# Long-range correlated disorder at a critical point: the Weinrib–Halperin criterion in the 2D Ising model

## 1. Premises and conventions

Lengths are in lattice spacings and energies in $k_BT$. An overbar is a disorder average. The pure system has a continuous transition in $d$ dimensions with action $S^*$ and energy operator $\varepsilon$ of dimension $x_\varepsilon=d-1/\nu$, and $\xi\sim|t|^{-\nu}$. I assume:

1. The disorder is quenched and couples to the energy only: $S=S^*+\int d^dx\,[t+\delta t(x)]\,\varepsilon(x)$. There are no random fields and no frustration.
2. $\delta t$ is a homogeneous Gaussian field with zero mean and covariance $g(r)\to\Delta\,r^{-a}$ at large $r$, with $a>0$. I relax Gaussianity in section 7.
3. Coarse-graining is local and smooth: couplings on scale $b$ depend on the bare couplings within a few $b$.
4. Where I speak of a disordered fixed point, the distribution of renormalised couplings converges to one of finite variance, with one relevant thermal eigenvalue $y_t=1/\nu$.

For explicit work I take $g(r)=\Delta(1+r^2)^{-a/2}$. It is a legitimate covariance, since $(1+r^2)^{-a/2}=\Gamma(a/2)^{-1}\int_0^\infty ds\,s^{a/2-1}e^{-s(1+r^2)}$ is a positive mixture of Gaussians, each with a positive Fourier transform.

## 2. How fast the disorder averages out

I average $\delta t$ over a region of size $L$ with a normalised Gaussian window of variance $L^2$ per component. The variance of the average is $\sigma_L^2=\iint w(x)w(y)g(x-y)$, which is the mean of $g$ over the separation $x-y$. That separation is Gaussian with variance $2L^2$ per component, so its radial weight is $r^{d-1}e^{-r^2/4L^2}$. For the pure tail with $a<d$ the integral converges at $r=0$, and
$$\sigma_L^2=\Delta\,\frac{\int_0^\infty r^{d-1-a}e^{-r^2/4L^2}dr}{\int_0^\infty r^{d-1}e^{-r^2/4L^2}dr}=\Delta\,(2L)^{-a}\,\frac{\Gamma\!\left(\frac{d-a}{2}\right)}{\Gamma\!\left(\frac d2\right)}.$$
For $a>d$ the integral $D=\int g\,d^dr$ converges at large $r$, the window is flat over the range of $g$, and $\sigma_L^2\to D\,(4\pi L^2)^{-d/2}$.

In $d=2$ the regularised form can be done for every $a$. With $s=r^2$ and $z=1/4L^2$,
$$\sigma_L^2=\Delta\,z\int_0^\infty ds\,e^{-zs}(1+s)^{-a/2}=\Delta\,z^{a/2}e^{z}\,\Gamma\!\left(1-\tfrac a2,z\right),$$
by the substitution $v=z(1+s)$. The small-$z$ expansion of the incomplete gamma function gives
$$\sigma_L^2/\Delta=\Gamma\!\left(1-\tfrac a2\right)z^{a/2}-\frac{z}{1-a/2}+\dots$$
The first term dominates for $a<2$. For $a>2$ the second is positive and dominates. At $a=2$ the two poles cancel and leave $z(\ln\frac1z-\gamma_E)$. So $\sigma_L^2\sim L^{-\min(a,d)}$, with a logarithm at $a=d$. For $a<2$ the second term relative to the first has size $(2L)^{-(2-a)}/\Gamma(2-a/2)$, which dies slowly when $a$ is near 2.

## 3. Stability of the pure fixed point

Regions of size $\xi$ order roughly independently, each at its own shifted temperature. The pure singularity can survive only if the spread of these shifts is small against the distance from criticality, $\sigma_\xi\ll|t|$ as $t\to0$. Inserting the pure $\xi\sim|t|^{-\nu}$,
$$\frac{\sigma_\xi^2}{t^2}\sim\Delta\,|t|^{\,a\nu-2}\quad(a<d),\qquad \frac{\sigma_\xi^2}{t^2}\sim D\,|t|^{\,d\nu-2}\quad(a>d).$$
The second is the criterion of Harris (1974). The first is the extension of Weinrib and Halperin (1983): for $a<d$ weak disorder is irrelevant if $a\nu>2$, relevant if $a\nu<2$, and marginal at equality.

The same follows from counting dimensions. Replicating $n$ times and averaging the Gaussian field gives
$$S_n=\sum_\alpha S^*_\alpha+t\!\int\!E-\tfrac12\iint g(x-y)E(x)E(y),\qquad E=\sum_{\alpha=1}^n\varepsilon_\alpha ,$$
with $n\to0$. Under $x\to x/b$ the two integrals supply $b^{2d}$, the tail $b^{-a}$ and the operators $b^{-2x_\varepsilon}$. The local part $D\,\delta^d(x-y)$ supplies $b^{-d}$ in place of $b^{-a}$. The eigenvalues are
$$y_\Delta=\frac2\nu-a,\qquad y_D=\frac2\nu-d .$$
The two couplings are distinct because the tail has the non-analytic transform $k^{a-d}$ and the local part a constant one. Both are present in general, so stability needs $\min(a,d)\,\nu>2$. The crossover exponent of the tail is $\phi=\nu y_\Delta=2-a\nu$.

The counting for the tail used only the thermal eigenvalue of the fixed point being perturbed, so it applies equally to a fixed point with short-range disorder and exponent $\nu_{SR}$. That point is stable against the tail if $a\nu_{SR}>2$. Hence $a<d$ does not by itself change the universality class; the threshold is $a_c=2/\nu_{SR}$.

For the 2D Ising model $\nu=1$. Then $y_D=0$, and section 5 shows that $D$ is marginally irrelevant, so $\nu_{SR}=1$ up to logarithms and $a_c=2=d$. Every $a<2$ is relevant, with $y_\Delta=2-a$.

## 4. Why $\nu=2/a$ at the long-range fixed point

The physical point is that a slow fluctuation of $\delta t$ is indistinguishable, locally, from a change of temperature. I make this quantitative without perturbation theory.

Coarse-grain one realisation, at or near criticality, up to scale $b$. The thermal coupling of the block at $X$ is a functional $t'(X)=\mathcal F_X[t+\delta t]$. By premise 1 it depends on $t$ and $\delta t$ only through their sum, and by premise 3 only on the field near $X$. I need the covariance of $t'$ between blocks at distance $R\gg b$.

For one pair of unit Gaussian variables with correlation $\rho$, expansion in the Hermite polynomials $He_k$, orthogonal under the unit Gaussian, gives
$$\mathrm{cov}[F(\varphi_1),F(\varphi_2)]=\sum_{k\ge1}\frac{c_k^2}{k!}\rho^k,\qquad c_k=\overline{F^{(k)}},$$
because $\overline{He_j(\varphi_1)He_k(\varphi_2)}=\delta_{jk}\,k!\,\rho^k$ and $\overline{F\,He_k}=\overline{F^{(k)}}$ by partial integration. At $\rho=1$ the sum is $\mathrm{var}F$, so the terms with $k\ge2$ are bounded by $\rho^2\,\mathrm{var}F$. As an example, $F=\mathrm{sign}$ has covariance $(2/\pi)\arcsin\rho$ and $c_1^2=2/\pi$.

The functional version has the same structure:
$$\mathrm{cov}[t'(X),t'(X')]=\iint g(y-y')\,\overline{\frac{\delta\mathcal F_X}{\delta t(y)}}\;\overline{\frac{\delta\mathcal F_{X'}}{\delta t(y')}}+O(\rho^2\,\mathrm{var}\,t'),$$
where $\rho\sim(b/R)^a$ is the correlation between the fields of the two blocks. For $R\gg b$, $g$ is nearly constant across each block and comes out as $\Delta R^{-a}$. What remains is $\int d^dy\,\overline{\delta\mathcal F_X/\delta t(y)}$, the response to a uniform shift of $\delta t$, which equals $\partial\overline{t'}/\partial t$. In rescaled units $R=bR'$ the remainder falls as $R'^{-2a}$ and cannot feed the $R'^{-a}$ tail. The renormalised tail amplitude is therefore
$$\Delta(b)=\Delta\,b^{-a}\left(\frac{\partial\overline{t'}}{\partial t}\right)^{2}.$$
If the critical flow ends at a fixed point with thermal eigenvalue $y_t$, then $\partial\overline{t'}/\partial t\propto b^{y_t}$ for large $b$, and $\Delta(b)\propto b^{2y_t-a}$. By premise 4, $\Delta(b)$ tends to a finite limit $\Delta^*$. Two cases remain. If $\Delta^*=0$, then $y_t\le a/2$ and the tail has dropped out: this is the stable pure or short-range point of section 3. If $\Delta^*\neq0$, the exponent must vanish, and
$$\boxed{\nu=2/a}$$
In both cases $\nu\ge2/a$. The argument gives no equality for $D$, because the remainder and the short-distance part of the covariance generate local disorder additively. Nor does it fix the magnetic exponent. With hyperscaling, $\alpha=2-2d/a$, which is negative for $a<d$. Since $\sigma_L\sim L^{-a/2}=L^{-1/\nu}$, sample-to-sample shifts of the pseudo-critical point stay comparable to the finite-size rounding, so critical observables do not self-average.

What is still missing is the existence and stability of the fixed point. In the 2D Ising model I can supply that for small $\delta=2-a$.

## 5. One-loop flow for the 2D Ising model

I write the tail as $\delta t=\lambda\varphi$ with $\overline{\varphi(x)\varphi(0)}=r^{-a}$ beyond the cutoff $r=1$, and keep the local part as a separate coupling $u=D/2$:
$$S=\sum_\alpha S^*_\alpha+t\!\int\!E+\lambda\!\int\!B-u\!\int\!A,\qquad B=\varphi E,\quad A=\sum_{\alpha\ne\beta}\varepsilon_\alpha\varepsilon_\beta .$$
The normalisation is $\langle\varepsilon(x)\varepsilon(0)\rangle=r^{-2}$. Duality ($\varepsilon\to-\varepsilon$) forbids $\varepsilon$ in the product $\varepsilon\times\varepsilon$, which contains the identity and its descendants only. The terms $\alpha=\beta$ then give a constant, operators with spin that vanish on angular averaging, and irrelevant operators. The linear eigenvalues are $1$ for $t$, $2-1-a/2=\delta/2$ for $\lambda$, and $0$ for $u$.

For $S=S^*+\sum_ig_i\int O_i$ the second-order term of $e^{-S}$ is $\frac12\sum_{ij}g_ig_j\iint O_iO_j$. Raising the cutoff from $1$ to $1+dl$ removes a shell of area $2\pi\,dl$, in which $O_iO_j\to\sum_kC_{ijk}O_k$. It is compensated by a shift of $g_k$:
$$\frac{dg_k}{dl}=y_kg_k-\pi\sum_{ij}C_{ijk}\,g_ig_j ,$$
with the sum over ordered pairs. The coefficients follow from single contractions.

- $E\times A\to2(n-1)E$: $\varepsilon_\gamma$ contracts with either factor of $A$, and the other replica index takes $n-1$ values.
- $B\times A\to2(n-1)B$: the same contraction, with $\varphi$ a spectator. The equality of these two coefficients is the one-loop form of section 4.
- $A\times A\to4(n-2)A$: four ways to contract, leaving $\varepsilon_\beta\varepsilon_{\beta'}$; for $\beta\ne\beta'$ the contracted index takes $n-2$ values.
- $B\times B\to A$ with coefficient 1, from contracting $\varphi\varphi$.
- $B\times B\to n\varphi^2$ and $E\times B\to n\varphi$ vanish at $n=0$: the spins do not act back on quenched disorder.

With $g_A=-u$, to first order in $t$ and at $n=0$,
$$\frac{dt}{dl}=t\,(1-4\pi u),\qquad\frac{d\lambda}{dl}=\lambda\left(\tfrac\delta2-4\pi u\right),\qquad\frac{du}{dl}=-8\pi u^2+\pi\lambda^2 .$$
The source term can be checked directly: the tail between $r=1$ and $r=L$ adds $2\pi\lambda^2(L^\delta-1)/\delta$ to $D=2u$, whose $l=\ln L$ derivative at $l=0$ gives $du/dl=\pi\lambda^2$. Setting $U=4\pi u$ and $W=2\pi^2\lambda^2$,
$$\frac{d\ln t}{dl}=1-U,\qquad\frac{dU}{dl}=2(W-U^2),\qquad\frac{dW}{dl}=W(\delta-2U).$$

For $W=0$, $U\to1/2l$ and $t(l)\propto e^{l}l^{-1/2}$, so short-range disorder is marginally irrelevant and $\xi\sim t^{-1}|\ln t|^{1/2}$. For $W>0$ and $\delta>0$ there is a fixed point
$$U^*=\frac\delta2,\qquad W^*=\frac{\delta^2}{4},\qquad y_t=1-\frac\delta2=\frac a2 .$$
Its stability matrix in $(U,W)$ has rows $(-2\delta,\,2)$ and $(-\delta^2/2,\,0)$, trace $-2\delta$ and determinant $\delta^2$. Both eigenvalues equal $-\delta$, so the point is stable. The matrix is a single Jordan block, so corrections of relative order $\delta$ generically split the pair by an amount of order $\delta^{3/2}$. Whether the split is real or imaginary is not decided at this order; the real parts stay negative for small $\delta$.

The flow integrates in closed form. Put $U=\psi'/2\psi$ with $\psi(0)=1$ and a prime for $d/dl$. Then $U'=\psi''/2\psi-2U^2$, so the $U$ equation becomes $\psi''=4W\psi$. The $W$ equation integrates to $W=W_0e^{\delta l}/\psi$. Together they give $\psi''=4W_0e^{\delta l}$, and
$$\psi(l)=1+2U_0l+\frac{W_0}{W^*}\left(e^{\delta l}-1-\delta l\right),\qquad t(l)=t_0\,e^{l}\,\psi^{-1/2}.$$
Every start with $W_0>0$, $U_0\ge0$ has $\psi\propto e^{\delta l}$ at large $l$ and reaches the fixed point, with corrections $e^{-\delta l}$ and $l\,e^{-\delta l}$, as the Jordan block requires. Stopping at $e^{l}=\xi$, where $t(l)$ is of order one, gives $t_0\propto\xi^{-1}\psi(\ln\xi)^{1/2}$ and
$$\frac1{\nu_{\rm eff}}\equiv-\frac{d\ln t_0}{d\ln\xi}=1-U(\ln\xi).$$
At $a=2$ the limit $\delta\to0$ is $\psi=1+2U_0l+2W_0l^2$, so $\xi\sim t^{-1}|\ln t|$, a stronger logarithm than the short-range one.

Neglected terms are of order $U^2$ and $W$ in $d\ln t/dl$, and $U^3$, $UW$ in $dU/dl$, that is of relative order $\delta$. They change $U^*$, $W^*$ and the path. By section 4 the same correction enters $d\ln\lambda/dl$ and $d\ln t/dl$, so $y_t-y_\lambda=a/2$ holds at every order and $\nu=2/a$ is untouched.

## 6. Extended defects

Let the defects be parallel and perfectly correlated in $\epsilon_d$ dimensions, placed independently in the other $d-\epsilon_d$. Then $g=D_\perp\delta^{d-\epsilon_d}(x_\perp)$, independent of $x_\parallel$. Averaging along the defects gains nothing, so $\sigma_L^2\propto D_\perp L^{-(d-\epsilon_d)}$, and section 3 gives $y=2/\nu-(d-\epsilon_d)$. The pure point is stable if
$$(d-\epsilon_d)\,\nu>2,\qquad\text{equivalently}\qquad\alpha+\epsilon_d\nu<0,$$
using $\alpha=2-d\nu$. This is the problem treated by Boyanovsky and Cardy (1982). The analogy with $a=d-\epsilon_d$ stops at the criterion. The covariance is local in $x_\perp$, so coarse-graining feeds $D_\perp$ additively and section 4 yields no equality for $\nu_\perp$; the new behaviour is also anisotropic. For the 2D Ising model with $\epsilon_d=1$, the layered model of McCoy and Wu (1968), $(d-\epsilon_d)\nu=1<2$ and $y=1$. Its flow is known to run to infinite randomness, outside premise 4.

Randomly oriented defects do give an isotropic tail. Take strips of width $w$ on isotropic Poisson lines with length density $\rho_L$, so that the measure of lines is $(\rho_L/\pi)\,dp\,d\theta$ with $p$ the offset, $\theta$ the direction of the normal and $0\le\theta<\pi$. The covariance of the coverage counts at two points is the measure of strips covering both:
$$g(r)=\frac{\rho_L}{\pi}\int_0^\pi d\theta\,\max(0,\,w-r|\cos\theta|)\to\frac{\rho_Lw^2}{\pi r}\qquad(r\gg w),$$
since only a window $|\theta-\pi/2|<w/r$ contributes, as a triangle of area $w^2/r$. So $a=1=d-\epsilon_d$, but the field is not Gaussian.

## 7. Range of validity

**Linear criterion.** $\min(a,d)\nu>2$ and $(d-\epsilon_d)\nu>2$ concern weak disorder at a continuous transition. They say nothing on random fields, frustration, first-order transitions, or strong disorder. When the criterion fails it shows only that the pure point is unstable.

**The value $2/a$.** It needs $0<a<2/\nu_{SR}$, a finite-randomness fixed point with $\Delta^*\ne0$, and Gaussian disorder or a local function of a Gaussian field with $c_1\neq0$. If $c_1=0$, as for an even function, the tail exponent doubles and the shift identity no longer controls it. For other distributions let the $k$-th cumulant of the block average fall as $L^{-a_k}$, with $a_2=a$. Dimension counting gives it the eigenvalue $k\,y_t-a_k$, so at $y_t=a/2$ one needs $a_k>ka/2$ for irrelevance. For Poisson lines a block holds about $\rho_LL$ lines, each contributing about $w/L$, so $a_k=k-1$. At $\nu=2$ the eigenvalues are $1-k/2$, negative for $k>2$. At the pure point they all equal 1, so no weak-coupling expansion connects the two points. This count is a consistency test, not a proof.

**Existence in 2D.** Section 5 establishes a stable fixed point only for $\delta\ll1$. For $a$ near 1 or below I have the conditional statement of section 4 and no more.

## 8. Numerical illustration

Take the square-lattice model with $K=J/k_BT$, and let both bonds at a site vary together with $\overline{\delta J\,\delta J}/J^2=\Delta_J(1+r^2)^{-a/2}$. The illustrative inputs are $a=1.6$ and $\Delta_J=0.01$, a ten per cent rms variation, for which negative bonds are negligible.

The results that rest only on sections 3 and 4 are $\delta=\phi=0.4$, $\nu=1.25$ and $\alpha=-0.5$. At one loop $U^*=0.2$ and $W^*=0.04$.

To fix $W_0$ I need the normalisation of $\varepsilon$. Onsager's free energy per site is $-f=\ln2+\frac12\int\frac{d^2k}{(2\pi)^2}\ln[\cosh^22K-\sinh2K(\cos k_x+\cos k_y)]$. At small $k$ the bracket is $(1-\sinh2K)^2+\frac12k^2\sinh2K$, proportional to $k^2+m^2$ with $m^2=2(1-\sinh2K)^2/\sinh2K$. It vanishes at $\sinh2K_c=1$, $K_c=0.4407$, where $d\sinh2K/dK=2\sqrt2$, so $|m|=4|K-K_c|$. The singular part is $-f\simeq(m^2/4\pi)\ln(1/|m|)$, because $\partial(-f)/\partial m^2=(1/8\pi)\ln(1+\Lambda^2/m^2)$ for a momentum cutoff $\Lambda$ of order one. Second-order perturbation theory in $t$ gives $\frac12t^2\int d^2r/r^2=\pi t^2\ln(1/|m|)$. Equating the logarithms, $|m|=2\pi|t|$.

The tail of the mass covariance is then $4\pi^2\lambda^2r^{-a}=2W_0r^{-a}$, and also $16K_c^2\Delta_Jr^{-a}$. Hence $W_0=8K_c^2\Delta_J=0.0155$ and $W_0/W^*=0.388$. For $U_0$, the chosen covariance has $\int_{r<L}g\,d^2r=2\pi\Delta[(1+L^2)^{\delta/2}-1]/\delta\to2\pi\Delta(L^\delta-1)/\delta$, which is what the pure tail cut off at $r=1$ gives, so $U_0=0$ in this matching.

I define $\xi$ by $m(l)=1$, which is the pure $\xi=1/m$ above $T_c$. With $\tau=(T-T_c)/T_c$ counted from the critical point of the disordered model, $m_0\simeq4K_c\tau$, $4K_c=1.763$, and $\tau=\psi^{1/2}/4K_c\xi$.

| $\xi$ | $\psi$ | $\tau$ | $U$ | $\nu_{\rm eff}$ |
|---|---|---|---|---|
| $10$ | 1.2 | $6.3\times10^{-2}$ | 0.10 | 1.11 |
| $10^2$ | 2.3 | $8.7\times10^{-3}$ | 0.18 | 1.21 |
| $10^3$ | 5.7 | $1.4\times10^{-3}$ | 0.20 | 1.25 |
| $10^4$ | 15 | $2.2\times10^{-4}$ | 0.21 | 1.26 |
| $10^6$ | 96 | $5.6\times10^{-6}$ | 0.20 | 1.25 |

These are numbers of the one-loop model. The overshoot of $U$ above $U^*$ at $\xi=10^4$ is 0.006. The neglected terms are of order $U^{*2}=0.04$ with coefficients I have not computed, so the overshoot is not established, and the last digit of $\nu_{\rm eff}$ inside the crossover is indicative only. The end points 1 and 1.25 do not suffer from this.

The crossover length deserves caution. The flow turns where $(W_0/W^*)\,\xi^\delta\approx1$, at $\xi\approx11$. The block estimate of section 3, with $L=\xi=1/m$, gives $\sigma^2_m/m^2=2W_0\,\Gamma(\delta/2)\,2^{-a}\xi^{\delta}=0.047\,\xi^{\delta}$, which reaches one only at $\xi\approx2.1\times10^3$. Both scale as $\Delta_J^{-1/\delta}$, but the power $1/\delta=2.5$ magnifies the undetermined prefactor of the heuristic argument. That estimate also drops the second term of $\sigma_L^2$, whose relative size is 0.33 at $L=10$ and 0.13 at $L=100$. The block argument fixes the exponent $y_\Delta$ and nothing finer. In the one-loop model the thermal exponent has covered about half its way from 1 to 1.25 by $\xi\approx10$ and most of it by $\xi\approx10^2$, with these lengths uncertain by the order-one choice of cutoff and by the corrections of relative order $\delta$.